Row 7 looks wrong. It puts the constant $C_{12}$ of aluminium nitride at 142 GPa, while the measured value in row 5 is 125 GPa, so the calculation lies 14 % above the measurement. Yet the two bulk moduli in rows 8 and 9, one measured and one computed, agree to about 1 %. The bulk modulus is built from $C_{12}$ and its companions. How can the whole be right when a part is this far off, and what does a good bulk modulus then tell about the other elastic constants?

Elastic constants of wurtzite AlN, computed with ABINIT 10.8.3 in the local density approximation (LDA) with PseudoDojo NC SR LDA v0.4.1 standard pseudopotentials, a plane-wave cutoff of 1142.88 eV and an 8 × 8 × 4 k-point mesh. The cell was relaxed at zero pressure with the same settings, and the computed constants include the relaxation of the atoms under strain.

```tsv
row	computed constant (GPa)	what it is	measured constant (GPa)	label in the paper, method, sample	source
1	110	C13	n/a	n/a	n/a
2	118	C44	n/a	n/a	n/a
3	n/a	n/a	118	C44; earlier measurements on AlN films; film	arXiv:2402.12196 (2024)
4	n/a	n/a	120	C13; earlier measurements on AlN films; film	arXiv:2402.12196 (2024)
5	n/a	n/a	125	C12; earlier measurements on AlN films; film	arXiv:2402.12196 (2024)
6	129	C66	n/a	n/a	n/a
7	142	C12	n/a	n/a	n/a
8	n/a	n/a	207.9	bulk modulus, reported experimental value; not stated; bulk crystal	arXiv:1112.6088 (2011)
9	210.3	bulk modulus (Hill)	n/a	n/a	n/a
10	374	C33	n/a	n/a	n/a
11	n/a	n/a	395	C33; earlier measurements on AlN films; film	arXiv:2402.12196 (2024)
12	400	C11	n/a	n/a	n/a
```

A constant $C_{ij}$ is the stress of kind $i$ that appears per unit of strain of kind $j$, with all other strains held at zero. Directions 1 and 2 lie in the hexagonal base plane, and direction 3 is the polar $c$ axis. $C_{11}$ and $C_{33}$ therefore describe the resistance to stretching, $C_{12}$ and $C_{13}$ the stress that a stretch causes at right angles to itself, and $C_{44}$ and $C_{66}$ the resistance to shear. The bulk modulus is the resistance to compression from all sides.

Rows 1 to 7 are sorted by size, so neighbours need not be the same quantity. The computed 129 GPa of row 6 lies close to the measured $C_{12}$, but it is the shear constant $C_{66}$. Paired by label, $C_{12}$ is too high, $C_{13}$ is 10 GPa too low, and $C_{44}$ agrees at 118 GPa. Errors that change sign from one constant to the next can't be removed by making the whole crystal stiffer or softer. They concern the way in which the crystal resists different kinds of strain.

Rows 8 and 9 hide these errors. If the crystal is strained equally in all directions and the three normal stresses are averaged, the bulk modulus becomes

$$B=\frac{2C_{11}+C_{33}+2C_{12}+4C_{13}}{9}.$$

This is the Voigt average; the Hill average in row 9 differs from it here by less than 1 GPa. The errors of $C_{12}$, $C_{13}$ and $C_{33}$, which are $+17$, $-10$ and $-21$ GPa, together shift $B$ by only $(2\times17-4\times10-21)/9=-3$ GPa. The account can't be closed, because $C_{11}$ has no measured partner and the measured bulk modulus comes from a different sample.

This cancellation may be an accident of a few numbers. A cruder form of the same calculation shows another one that is no accident. In this form the cell is strained and the atoms are simply carried along with it, without being allowed to settle into new positions. $C_{33}$ then comes out 20 % above the measured value and $C_{13}$ 46 % below it, yet the Voigt bulk modulus is 211 GPa with or without the settling. An approximation that fails badly for single constants passes the test of the bulk modulus unnoticed.

The reason lies in the shape of the crystal. Each aluminium atom sits in a nearly regular tetrahedron of four nitrogen atoms, with one bond along $c$ and three slanted bonds. If the crystal is stretched along $c$ and the atoms are merely carried along, the bond along $c$ takes the full strain, while the slanted bonds lengthen by only about a ninth of it. The forces on each atom are then out of balance. The aluminium and nitrogen sublattices slide against each other until the balance is restored, and part of the deformation passes from the bond along $c$ to the three slanted bonds and to the bond angles, which bend at a lower cost in energy than bonds stretch.

A bead held between two springs in a row shows the same effect. If the two ends are pulled apart and the bead is forced to stay halfway, unlike springs pull on it unequally; once released, it moves, and the chain becomes softer. If the springs are alike, the bead has no reason to move and its release changes nothing. The comparison ends there: in the chain the springs decide whether there is an imbalance, whereas in the crystal the kind of strain decides it.

Compression from all sides is the strain that leaves the bead in place. A regular tetrahedron that shrinks uniformly stays regular, and its four bonds go on pulling equally. In cubic zinc blende, where the tetrahedra are exactly regular, symmetry makes this balance perfect. In wurtzite, the structure of this crystal, it is only nearly so, and the protection of the bulk modulus should weaken as the tetrahedra become less regular.

This picture can be turned into a small model. Let $\varepsilon_1$, $\varepsilon_2$ and $\varepsilon_3$ be the strains along the three axes. For regular tetrahedra the force that drives the slide along $c$ should vanish when all three are equal, and directions 1 and 2 must count alike, so it is taken as proportional to $\varepsilon_3-(\varepsilon_1+\varepsilon_2)/2$. The energy released by the slide grows with the square of this force:

$$\Delta U=-\frac{S}{2}\left(\varepsilon_3-\frac{\varepsilon_1+\varepsilon_2}{2}\right)^2 .$$

Here $U$ is the energy per volume, and $S$ is the amount by which the slide lowers $C_{33}$. Elastic constants are second derivatives of this energy, so the cross term between $\varepsilon_1$ and $\varepsilon_3$ raises $C_{13}$ by $S/2$.

The estimate needs only one difference. Letting the atoms settle lowers $C_{33}$ from 474 to 374 GPa, so $S$ is 100 GPa and $C_{13}$ should gain 50 GPa. It does gain 46 GPa, from 64 to 110 GPa. The softening of one constant and the rise of the other are thus two sides of a single slide. In the model the slide also lowers $C_{11}$ and $C_{12}$ by $S/4$ each, and in the bulk modulus the changes of all four constants cancel. Both sides of this comparison come from the same calculation, so it supports the mechanism but doesn't test the result against nature. Nor can a slide of the wrong size alone explain the errors against the films: it would push $C_{33}$ and $C_{13}$ in opposite directions, whereas both are too low.

The assumption of regular tetrahedra can be examined as well. Because the ions carry charge, their slide contributes to the electric polarisation of the strained crystal, and this contribution is the difference between the polarisation calculated with and without the settling. Under uniform strain the slide is only about 0.09 of what an equal strain along $c$ alone produces. Since the released energy goes with the square, less than 1 % of the softening seen in $C_{33}$ is left to act on uniform compression.

The model fails for $C_{12}$, the constant with which the trouble began. It predicts that settling lowers $C_{12}$ by a quarter of $S$, about 25 GPa, but the calculation raises it from 105 to 142 GPa. The missing piece is a second motion: when the base plane is stretched in one direction only, the atoms also shift sideways within the plane. This shift lowers $C_{11}$ and raises $C_{12}$ by the same amount, so it too drops out of the bulk modulus. Its size can be read from $C_{66}$, which equals $(C_{11}-C_{12})/2$ and falls by 58 GPa when the atoms settle. The two motions together should then raise $C_{12}$ by about $58-25=33$ GPa, close to the 37 GPa found. $C_{12}$ is what remains after two opposing adjustments, which makes it a plausible place for a large relative error, though the numbers don't prove that the error arises there.

In rows 10 to 12 the stiffest constants appear. The computed $C_{33}$ of 374 GPa lies 5 % below the measured 395 GPa, and the computed $C_{11}$ has nothing to be compared with. The usual suspicion against the local density approximation is that it binds atoms too tightly. Such overbinding usually gives a cell that is slightly too small, and shorter bonds tend to make a crystal stiffer. That would put the computed constants too high, whereas $C_{33}$ and $C_{13}$ are too low, so overbinding can't be the whole explanation.

For $C_{33}$ there is a tempting repair. The calculation keeps the electric field at zero, as if the faces of the crystal were connected by a wire. Where charge can't flow, the polarisation caused by the strain builds up a field that resists further strain. This adds $e_ie_j/(\varepsilon_0\varepsilon_{33})$ to $C_{ij}$, where $e_i$ is the polarisation along $c$ per strain $i$, $\varepsilon_0$ is the electric constant and $\varepsilon_{33}$ is the relative permittivity along $c$. With the values from the same calculation, $C_{33}$ rises to 409 GPa, and the measured value then lies between the two electrical conditions.

Judged by $C_{33}$ alone, the electrical condition would look like the answer. The same correction, however, lowers $C_{13}$ to 96 GPa and raises $C_{12}$ to 148 GPa, and both move further from their measured partners. The table doesn't state the condition under which the films were measured, so the correction may well belong in the comparison. It still doesn't bring the set as a whole into agreement. The lesson of the bulk modulus returns here in another form: one number that fits can hide others that don't.

Part of the disagreement may lie in the measurements. The measured single constants come from films, whose grain, defects and strain can differ from those of a perfect crystal, and the values were collected from papers automatically, with a small chance of a wrong entry. In the films $C_{12}$ exceeds $C_{13}$ by only 5 GPa, while the calculation gives a gap of 32 GPa. Measurements on bulk crystals, as far as recalled, give a much wider gap than the films, closer to the calculated one. The 14 % error of row 7 is therefore an error relative to these films, and how much of it belongs to the calculation remains open.

For practical work, the load decides which constant has to be trusted. A part under pressure from all sides depends on the bulk modulus, and there the calculation agrees with the one measured value in the table. A film grown along $c$ that vibrates through its thickness depends on $C_{33}$, and such a film stretched by its substrate depends on $C_{11}$, $C_{12}$, $C_{13}$ and $C_{33}$ together. For these uses a good bulk modulus is no recommendation, because the sliding of the sublattices, which shapes those constants, hardly enters it.
